\section{Surface stress of solid electrodes: Shuttleworth and electrocapillary coupling relations}

\subsection{Thermodynamic relations}

A liquid electrode that is stretched brings new atoms to its surface, and a single quantity, the surface tension $\gamma$, gives the work. A solid strained elastically keeps its surface atoms and changes their spacing. The work per area of elastic stretching is the surface stress $f$, counted positive when tensile.

Take an ideally polarisable electrode at fixed temperature and fixed electrolyte composition. $E$ is its potential against a reference electrode, $Q$ the charge on the metal, $A$ the present area and $A_0$ the area of a reference state. The surface is isotropic in its plane, as a (111) face is by its threefold axis. Then $f_{ij}=f\delta_{ij}$, and a scalar such as $E$ responds in first order only to the trace of the in-plane strain. Let $\gamma A$ be the excess of the free energy whose natural variables are $E$ and the strain. For elastic changes of area
\begin{equation}
\mathrm{d}(\gamma A)=f\,\mathrm{d}A-Q\,\mathrm{d}E .
\label{eq:fund}
\end{equation}
With the logarithmic area strain $s=\ln(A/A_0)$ and the charge per present area $\sigma=Q/A$, Eq.~(\ref{eq:fund}) gives
\begin{equation}
f=\gamma+\left(\frac{\partial\gamma}{\partial s}\right)_E ,\qquad
\left(\frac{\partial\gamma}{\partial E}\right)_s=-\sigma .
\label{eq:shutt}
\end{equation}
The first is Shuttleworth's relation (1950). The second is Lippmann's equation, which holds for a solid at fixed strain. Differentiating the first with respect to $E$ and inserting the second yields
\begin{equation}
\left(\frac{\partial f}{\partial E}\right)_s=-\sigma-\left(\frac{\partial\sigma}{\partial s}\right)_E .
\label{eq:dfdE}
\end{equation}
For a liquid $\sigma$ does not depend on $s$ at fixed $E$, and $f=\gamma$.

At open circuit $Q$ is fixed, so quantities per unstrained area are convenient: $q=Q/A_0$, $e=(A-A_0)/A_0$ and $\psi=(\gamma A+EQ)/A_0$. Then $\mathrm{d}\psi=E\,\mathrm{d}q+f\,\mathrm{d}e$, and equality of the mixed derivatives gives
\begin{equation}
\varsigma\equiv\left(\frac{\partial f}{\partial q}\right)_e=\left(\frac{\partial E}{\partial e}\right)_q .
\label{eq:maxwell}
\end{equation}
The electrocapillary coupling coefficient $\varsigma$ has the unit volt. Equation~(\ref{eq:shutt}) is exact in $s$ and Eq.~(\ref{eq:maxwell}) is exact in $e$. Since $\mathrm{d}e=\exp(s)\,\mathrm{d}s$, one has $(\partial f/\partial q)_s=\exp(-s)(\partial E/\partial s)_q$, and the two strain measures are interchangeable at the reference state, where also $q=\sigma$.

Near the potential of zero charge (pzc) $E_z(s)$, integrate Lippmann's equation with a capacitance $C(s)$ per present area: $\gamma=\gamma_z(s)-\tfrac12 C(E-E_z)^2$ and $\sigma=C(E-E_z)$. Shuttleworth's relation then gives
\begin{equation}
\gamma-\gamma_z=-\frac{\sigma^2}{2C},\qquad
f-f_z=\varsigma_0\sigma-\left(1+\frac{\mathrm{d}\ln C}{\mathrm{d}s}\right)\frac{\sigma^2}{2C},
\qquad \varsigma_0=\frac{\mathrm{d}E_z}{\mathrm{d}s},
\label{eq:pzc}
\end{equation}
with $f_z=\gamma_z+\mathrm{d}\gamma_z/\mathrm{d}s$. The tension has its maximum at the pzc and is quadratic in charge. The stress passes through the pzc linearly, with a slope equal to the strain derivative of the pzc.

\subsection{The system}

A (111)-textured gold film of thickness $t_f=50$\,nm adheres to one face of a polyimide sheet of thickness $t_s=125\,\mu$m. The sheet is held in tension and cycled along axis 1 with strain amplitude $\varepsilon_0=1.0\times10^{-3}$ at $\omega/2\pi=20$\,Hz, with free side edges. The state at mean load is the reference state. The whole wetted area, $1.0\,\mathrm{cm^2}$, is strained. The electrolyte is a 1:1 salt or acid of concentration $c_0=10\,\mathrm{mol\,m^{-3}}$ at $T=298.15$\,K, without specific adsorption. A resistor $R=50\,\mathrm{k\Omega}$ to a potentiostat sets the mean charge $\sigma=-0.060\,\mathrm{C\,m^{-2}}$ and is meant to block charge flow within a cycle. These settings are illustrative. Wanted are the potential change $\delta E$ at peak extension, and the changes $\Delta f$ and $\Delta\gamma$ between the pzc and the working charge.

\subsection{Estimate by hand}

\emph{Coupling.} The pzc of a metal follows its work function $\Phi$, up to a contribution of the solvent. For Au(111) $\Phi$ is about 5\,eV (compiled value 5.33\,eV, Patra 2017). A film stretched in its plane contracts along the normal, and for an isotropic solid the volume strain is $(1-2\nu)/(1-\nu)$ times the area strain, which is 0.33 for a Poisson ratio near 0.4. The electron density falls, and the spill-out dipole should weaken with it. If $\Phi$ scales roughly as the density, $\varsigma_0\approx-1.7$\,V, or $-2$\,V to one figure. The proportionality is a guess, which suggests a sign and an order of magnitude and no more.

\emph{Strain.} A strip pulled by $\varepsilon_0$ narrows by $\nu\varepsilon_0$, so $e\approx0.6\,\varepsilon_0$.

\emph{Signal.} Equation~(\ref{eq:maxwell}) with $\varsigma\approx\varsigma_0$ gives
\begin{equation}
\delta E\approx(-2\,\mathrm{V})(0.6\times10^{-3})=-1.2\,\mathrm{mV}.
\end{equation}

\emph{Stress and tension.} With a round $C\approx0.2\,\mathrm{F\,m^{-2}}$, the leading terms of Eq.~(\ref{eq:pzc}) are $\Delta f\approx\varsigma_0\sigma=+0.12\,\mathrm{N\,m^{-1}}$ and $\Delta\gamma\approx-0.009\,\mathrm{N\,m^{-1}}$. They have opposite signs and a ratio of magnitudes near 13.

\subsection{Careful calculation}

Classical double-layer theory cannot supply $\varsigma_0$, which is an electronic property of the interface. It enters as the input $\varsigma_0=-2.0$\,V, a typical value for (111)-textured gold in weakly adsorbing electrolyte. The comparison with the estimate therefore tests everything except $\varsigma_0$.

\emph{Film stiffness.} The compiled room-temperature constants of gold (Blaschke) are $C_{11}=192.44$, $C_{12}=162.98$ and $C_{44}=42$\,GPa. In axes $[1\bar10]$, $[11\bar2]$, $[111]$ they become, in GPa,
\begin{align}
C'_{11}&=\tfrac12(C_{11}+C_{12}+2C_{44})=219.71, &
C'_{12}&=\tfrac16(C_{11}+5C_{12}-2C_{44})=153.89,\nonumber\\
C'_{13}&=\tfrac13(C_{11}+2C_{12}-2C_{44})=144.80, &
C'_{33}&=\tfrac13(C_{11}+2C_{12}+4C_{44})=228.80,\nonumber\\
C'_{44}&=\tfrac13(C_{11}-C_{12}+C_{44})=23.82, &
|C'_{14}|&=\tfrac{\sqrt2}{6}|C_{11}-C_{12}-2C_{44}|=12.86 .
\end{align}
For grains wider than the film is thick, all tractions on the film plane vanish. Eliminating the normal strain and the out-of-plane shear leaves the in-plane stiffnesses
\begin{align}
K_{11}&=C'_{11}-C_{13}'^2/C'_{33}-C_{14}'^2/C'_{44}=219.71-91.64-6.94=121.1\,\mathrm{GPa},\nonumber\\
K_{12}&=C'_{12}-C_{13}'^2/C'_{33}+C_{14}'^2/C'_{44}=69.2\,\mathrm{GPa},
\end{align}
which are the same for every in-plane direction. The in-plane Poisson ratio is $K_{12}/K_{11}=0.571$. The ratio of volume strain to area strain is $1-C'_{13}/C'_{33}=0.367$ in place of 0.33, which does not refine $\varsigma_0$, because the scaling of $\Phi$ remains a guess.

\emph{Area strain.} For polyimide take the typical values $Y_s=2.5$\,GPa and $\nu_s=0.34$, so that $K_s=Y_s/(1-\nu_s^2)$ and $K_st_s=3.53\times10^5\,\mathrm{N\,m^{-1}}$. If the sheet stays flat, film and sheet share the transverse strain $\varepsilon_2=-\nu_{\rm eff}\varepsilon_0$, and the net transverse force vanishes:
\begin{equation}
K_st_s(\nu_s-\nu_{\rm eff})+t_f(K_{12}-\nu_{\rm eff}K_{11})=0
\;\Rightarrow\;
\nu_{\rm eff}=\nu_s+\frac{t_f(K_{12}-\nu_sK_{11})}{K_st_s+K_{11}t_f}.
\end{equation}
With $K_{12}-\nu_sK_{11}=28.0$\,GPa the numerator is $1.40\times10^3$ and $K_{11}t_f=6.06\times10^3\,\mathrm{N\,m^{-1}}$. The shift is 0.0039, $\nu_{\rm eff}=0.344$, and $e=0.656\,\varepsilon_0$. The product $\varepsilon_1\varepsilon_2$ in $e$ is of relative size $5\times10^{-4}$. A sheet free to curl across its width is four times as compliant to a force acting on its face, one part from stretching and three from bending. Replacing $K_st_s$ by $K_st_s/4$ raises the shift to 0.0148 and gives $e=0.645\,\varepsilon_0$. The stress amplitude in the film, $(K_{11}-\nu_{\rm eff}K_{12})\varepsilon_0=97$\,MPa, is assumed to be elastic. Slip would create new surface, to which Eq.~(\ref{eq:fund}) does not apply.

\emph{Coupling at finite charge.} In the Gouy--Chapman--Stern model an inner layer of charge-independent capacitance $C_H$ lies in series with the diffuse layer:
\begin{equation}
E=E_z(e)+\frac{\sigma}{C_H(e)}+V_T\,\mathrm{arsinh}\frac{\sigma}{\sigma^*},\qquad
V_T=\frac{2k_BT}{e_0},\quad \sigma^*=\sqrt{8\epsilon_r\epsilon_0k_BTN_Ac_0},
\label{eq:gcs}
\end{equation}
where $e_0$ is the elementary charge. At fixed $q$, $\sigma=q/(1+e)$ and $\mathrm{d}\sigma/\mathrm{d}e=-\sigma$ at the reference state. With $\kappa=\mathrm{d}\ln C_H/\mathrm{d}e$,
\begin{equation}
\varsigma(\sigma)=\varsigma_0-(1+\kappa)\frac{\sigma}{C_H}-\frac{V_T\,\sigma}{\sqrt{\sigma^2+\sigma^{*2}}} .
\label{eq:vs}
\end{equation}
For $\kappa=0$ the last two terms equal $-\sigma/C$, with the differential capacitance $1/C=1/C_H+1/C_d$ and $C_d=\sqrt{\sigma^2+\sigma^{*2}}/V_T$. They describe the dilution of a fixed charge over a larger area. Typical inputs $\epsilon_r=78.4$ and $C_H=0.25\,\mathrm{F\,m^{-2}}$ give $V_T=51.4$\,mV, $\sigma^*=0.01173\,\mathrm{C\,m^{-2}}$, $C_d=1.19$ and $C=0.207\,\mathrm{F\,m^{-2}}$. The electrode sits at $E-E_z=-0.240-0.120=-0.360$\,V. For $\kappa=0$,
\begin{equation}
\varsigma=-2.0+0.240+0.050=-1.71\,\mathrm{V}.
\end{equation}

\emph{Open-circuit condition.} Small changes obey $\delta E=\varsigma\,\delta e+\delta q/C$ and $A_0\,\mathrm{d}\,\delta q/\mathrm{d}t=-\delta E/R$. For time dependence $\exp(\mathrm{i}\omega t)$,
\begin{equation}
\delta E=\varsigma\,\delta e\,\frac{\mathrm{i}\omega\tau}{1+\mathrm{i}\omega\tau},\qquad \tau=RA_0C .
\end{equation}
Here $\tau=1.03$\,s and $\omega\tau=130$. The amplitude is reduced by $3\times10^{-5}$ and the phase advanced by $0.44^\circ$, so the charge is constant in practice. A solution resistance of $100\,\Omega$ between film and reference electrode would divide the signal against $R$ and cost 0.2\,\%.

\emph{Heating.} Adiabatic stretching cools the sheet by $\alpha_sTY_s\varepsilon_0/(\rho c_p)$, which is 9.6\,mK for the typical values $\alpha_s=20\times10^{-6}\,\mathrm{K^{-1}}$ and $\rho c_p=1.55\times10^6\,\mathrm{J\,m^{-3}K^{-1}}$. The thin film follows the temperature of its surroundings, and contact with the electrolyte lowers the swing. With a temperature coefficient of $E$ at fixed charge of order $1\,\mathrm{mV\,K^{-1}}$ the spurious signal stays below 0.9\,\% of the result that follows.

\emph{Result.} For the flat sheet and $\kappa=0$ the model gives
\begin{equation}
\delta E=\varsigma\,(1-\nu_{\rm eff})\,\varepsilon_0=-1.12\,\mathrm{mV},
\end{equation}
in antiphase with the strain. Free curling gives $-1.10$\,mV, and at the pzc the flat sheet gives $-1.31$\,mV.

The term in $\kappa$ rivals the dilution term. An inner layer of unstrained liquid suggests $\kappa\approx0$. An inner layer tied to the metal sites has a fixed capacitance per site, $\kappa=-1$, and then $\varsigma=-1.95$\,V and $\delta E=-1.28$\,mV. The opposite case $\kappa=+1$ gives $-1.47$\,V and $-0.96$\,mV. The model's signal is thus about $-1.1$\,mV, with the second figure dependent on $\kappa$.

\emph{Stress and tension.} Integrate $\mathrm{d}\gamma=-\sigma\,\mathrm{d}E$ with Eq.~(\ref{eq:gcs}), and $\mathrm{d}f=\varsigma\,\mathrm{d}q$ with Eq.~(\ref{eq:vs}), from the pzc at fixed strain:
\begin{align}
\Delta\gamma&=-\frac{\sigma^2}{2C_H}-V_T\left(\sqrt{\sigma^2+\sigma^{*2}}-\sigma^*\right),\nonumber\\
\Delta f&=\varsigma_0\sigma+\Delta\gamma-\kappa\frac{\sigma^2}{2C_H}.
\end{align}
The second line is also what Shuttleworth's relation demands, since $(\partial\gamma/\partial s)_E$ changes by $\varsigma_0\sigma-\kappa\sigma^2/2C_H$. The numbers are $\Delta\gamma=-7.2-2.5=-9.7\,\mathrm{mN\,m^{-1}}$ and, for $\kappa=0$, $\Delta f=+0.110\,\mathrm{N\,m^{-1}}$, with a ratio of magnitudes of 11. A value $\kappa=\pm1$ shifts $\Delta f$ by $\mp7.2\,\mathrm{mN\,m^{-1}}$.

\subsection{Why the two differ as they do}

The careful signal is 0.935 of the estimate, lower by 7\,\%. This small gap is the product of two larger factors that act in opposite directions,
\begin{equation}
\frac{\delta E_{\rm careful}}{\delta E_{\rm hand}}
=\frac{1-\nu_{\rm eff}}{0.6}\cdot\frac{\varsigma}{\varsigma_0}=1.094\times0.855 .
\end{equation}

The first factor is mechanical. The estimate used a Poisson ratio suited to an isotropic gold strip. The film, however, has only 1.7\,\% of the transverse stiffness of the sheet ($K_{11}t_f/K_st_s$), so the polymer dictates the contraction. Passing from 0.4 to $\nu_s$ contributes a factor 1.100, and the reaction of the film a factor 0.994. The elastic constants of gold matter little for this reason alone. A free-standing (111) film would have $e=0.429\,\varepsilon_0$ and a signal of $-0.73$\,mV.

The second factor is electrostatic. The estimate kept the shift of the pzc and dropped the dilution term $-\sigma/C=+0.290$\,V, which is 15\,\% of $|\varsigma_0|$. The inner layer supplies 12\,\% and the diffuse layer 2.5\,\%. The diffuse part cannot exceed $V_T$, because $C_d$ grows in proportion to $|\sigma|$ once $|\sigma|\gg\sigma^*$. On a negatively charged electrode stretching thins the negative charge and raises $E$, against the fall of the pzc. At the pzc this factor is unity and the estimate falls short by the mechanical factor alone. At $\sigma=+0.060\,\mathrm{C\,m^{-2}}$ both factors exceed unity, with $\varsigma=-2.29$\,V and $\delta E=-1.50$\,mV. The closeness at the chosen charge is therefore partly a cancellation, and it is no finer than the spread due to $\kappa$.

The dilution term is all that a liquid electrode would show. Setting $\varsigma_0=0$ and $\kappa=0$ gives $\delta E=+0.19$\,mV at the working charge and zero at the pzc. The estimate comes close because it keeps the term that only a solid has, and because $|\varsigma_0|$ is large against $|\sigma|/C$, which over a double-layer window amounts to a few tenths of a volt.

The same term explains the stress. The careful $\Delta f$ lies 8\,\% below the estimate, and the missing piece is $\Delta\gamma$ itself, the first term of Shuttleworth's relation. The careful $|\Delta\gamma|$ lies 8\,\% above its estimate, although $C$ at the working point is close to the round value. The integral runs through the diffuse-layer minimum, where $C_d=0.228$ and $C=0.119\,\mathrm{F\,m^{-2}}$, and the effective capacitance $\sigma^2/2|\Delta\gamma|$ is $0.185\,\mathrm{F\,m^{-2}}$.

All final numbers are the model's. Their scale is set by $\varsigma_0$, which was chosen to reproduce the typical behaviour of gold near the pzc, and they presume that the surface structure does not change with charge. Well positive of the pzc, where anions adsorb specifically, $|\varsigma|$ on gold typically falls to around 1\,V, while Eq.~(\ref{eq:vs}) with $\kappa=0$ keeps it above 2\,V and so overshoots by about a factor of two. Equations~(\ref{eq:shutt})--(\ref{eq:maxwell}) remain valid there, with $q$ read as the total charge passed through the external circuit.